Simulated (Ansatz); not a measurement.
Rh: energy above lowest point against volume scale

All results are calculated (Ansatz 0.2.0). Free energy against uniform scaling of the volume at fixed shape and fractions; periodic cell, basis, potentials, k mesh and filling as listed.

The cell before it is scaled or strained (space group P6_3/mmc, No. 194):
```
CELL_PARAMETERS angstrom
2.69170 0.00000 0.00000
-1.34590 2.33110 0.00000
0.00000 0.00000 8.79810
ATOMIC_POSITIONS crystal
Rh 0.00000 0.00000 0.00000
Rh 0.33333 0.66667 0.25000
Rh 0.00000 0.00000 0.50000
Rh 0.66667 0.33333 0.75000
```

Settings of every row: functional LDA; dispersion none; potentials PAW; wave cutoff 500 eV; density cutoff 2000 eV; k mesh 10x10x3; k shift 0x0x0; occupations fermi dirac; smearing width 0.1 eV; spin none.

Limits: coarse k mesh, up to 40 meV an atom off; the cell comes from a prototype or a list of computed structures and needn't be the stable phase.

| row | volume scale | V (Å³/atom) | energy above lowest point (meV/atom) |
| --- | --- | --- | --- |
| 1 | 0.9 | 12.421 | 57.1 |
| 2 | 0.925 | 12.766 | 17.5 |
| 3 | 0.95 | 13.111 | 0 |
| 4 | 0.975 | 13.456 | ? |
| 5 | 1 | 13.801 | 18.9 |
| 6 | 1.025 | 14.146 | 50.1 |
| 7 | 1.05 | 14.491 | 93 |
| 8 | 1.075 | 14.836 | 145.8 |
| 9 | 1.1 | 15.181 | 207 |

Question: what energy above lowest point should row 4 give?

Worked fit of energy above lowest point. Take u = (V_r/V)^(2/3) − 1 with V_r = 13.974 Å³ an atom, which is twice the finite (Eulerian) strain; such expansions in the strain, on which the Birch-Murnaghan equation of state is built, carry the rest volume and the bulk modulus. The shown rows have u = 0.08171, 0.06213, 0.04341, 0.00834, -0.00812, -0.02393, -0.03912, -0.05373. Least squares give energy above lowest point = 32.97 − 1902.1 × u + 25680 × u² + 14860 × u³ meV/atom; a parabola predicts inner rows, each left out in turn, worse (root mean square 1.1 against 0.015 meV/atom). All shown rows lie on it to the printed digit. Its lowest point lies at u = 0.0359, or V = 13.25 Å³ an atom, and the curvature there gives the bulk modulus at fixed shape and fractions, B = (4/9)(1 + u)² E″(u)/V = 315 GPa. Letting shape and atoms relax would as a rule lower it, by much in layered, chain or molecular crystals. The withheld row has u = 0.0255, so the fit gives 32.97 − 1902.1 × (0.0255) + 25680 × (0.0255)² + 14860 × (0.0255)³ = 1.4 meV/atom.

The calculation gave 1.4 meV/atom. The fit meets it to the printed digit.
